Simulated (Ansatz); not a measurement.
**Electron–phonon coupling and T_c of Ag (computed with Ansatz 0.2.0)**

Space group Fm-3m (No. 225), 1 atom in the cell of the first input below: a = 2.932 Å, b = 2.932 Å, c = 2.932 Å, α = 60.00°, β = 60.00°, γ = 60.00°.

The cell was built from a prototype of a structure type listed for this element, relaxed without spin–orbit coupling to zero pressure (pressure 0.1 GPa with this functional, without spin–orbit coupling). Functional: PBE.

Input:

```yaml
crystal:
  lattice:
    - [0.0, 2.0734155408, 2.0734155408]
    - [2.0734155408, 0.0, 2.0734155408]
    - [2.0734155408, 2.0734155408, 0.0]
  atoms:
    - { symbol: Ag, position: [0.0, 0.0, 0.0] }
basis:
  ecutwfc: 420
  ecutrho_ratio: 4
kpoints:
  mp_grid: { grid: [15, 15, 15] }
hamiltonian:
  xc: pbe
scf:
  occupations: { method: methfessel_paxton, width: 0.2 }
output: {}
phonons:
  supercell: [3, 3, 3]
  qpath:
    path:
      - [[0.0, 0.0, 0.0], [0.5, 0.0, 0.5], [0.625, 0.25, 0.625]]
      - [[0.375, 0.375, 0.75], [0.0, 0.0, 0.0], [0.5, 0.5, 0.5], [0.5, 0.25, 0.75], [0.5, 0.0, 0.5]]
    npoints: 6
  electrical_resistivity: { mesh: [30, 30, 30], temperatures: [50, 100, 200, 300, 500] }
  superconductivity: { mesh: [30, 30, 30], eliashberg_equations: false }
```

```bash
ansatz run input.yaml --threads 8 --pin off --max-ram 15360MiB --backend cpu --events-out ev --progress --plain --runs-dir out
```

Time: 110 s on 8 threads of Arm Neoverse V2, with other jobs on the host, peak memory 7.9 GiB.

On the finest mesh λ = 0.1419, ω_log = 11.681 meV, N(E_F) = 0.138 states per eV, spin and cell. λ by mesh: 30×30×30 0.142, 15×15×15 0.148.

Problem. What T_c does McMillan's formula in the Allen–Dynes form give for μ* = 0.10?

Solution. T_c = (ω_log/1.2) exp[−1.04(1+λ)/(λ − μ*(1+0.62λ))] = (135.55 K/1.2) × exp(−1.1876/0.0331) = a value under 10^-13 K, that is no superconductivity at this level.

Caveats: small supercell, couplings not converged in it.

The coupling in silver is too weak for phonon-mediated pairing to overcome the Coulomb repulsion by any useful margin. With λ = 0.1419 against μ* = 0.10, the two nearly cancel in the denominator of the exponent, and this, rather than the soft phonon scale of a heavy atom, suppresses T_c. The filled 4d shell lies well below the Fermi level, leaving broad, mainly sp-like states there. Their low density of states, probably together with modest scattering of these delocalised electrons by ionic displacements, keeps λ small. The same weak coupling underlies silver's excellent normal-state conductivity, and the result agrees with the absence of observed superconductivity in the bulk metal.

Near this cancellation, T_c responds exponentially to small changes in λ or μ*, so its order of magnitude carries no physical meaning. The supported conclusion is a negligible T_c for the chosen μ*, not a strict proof that the ground state is non-superconducting.
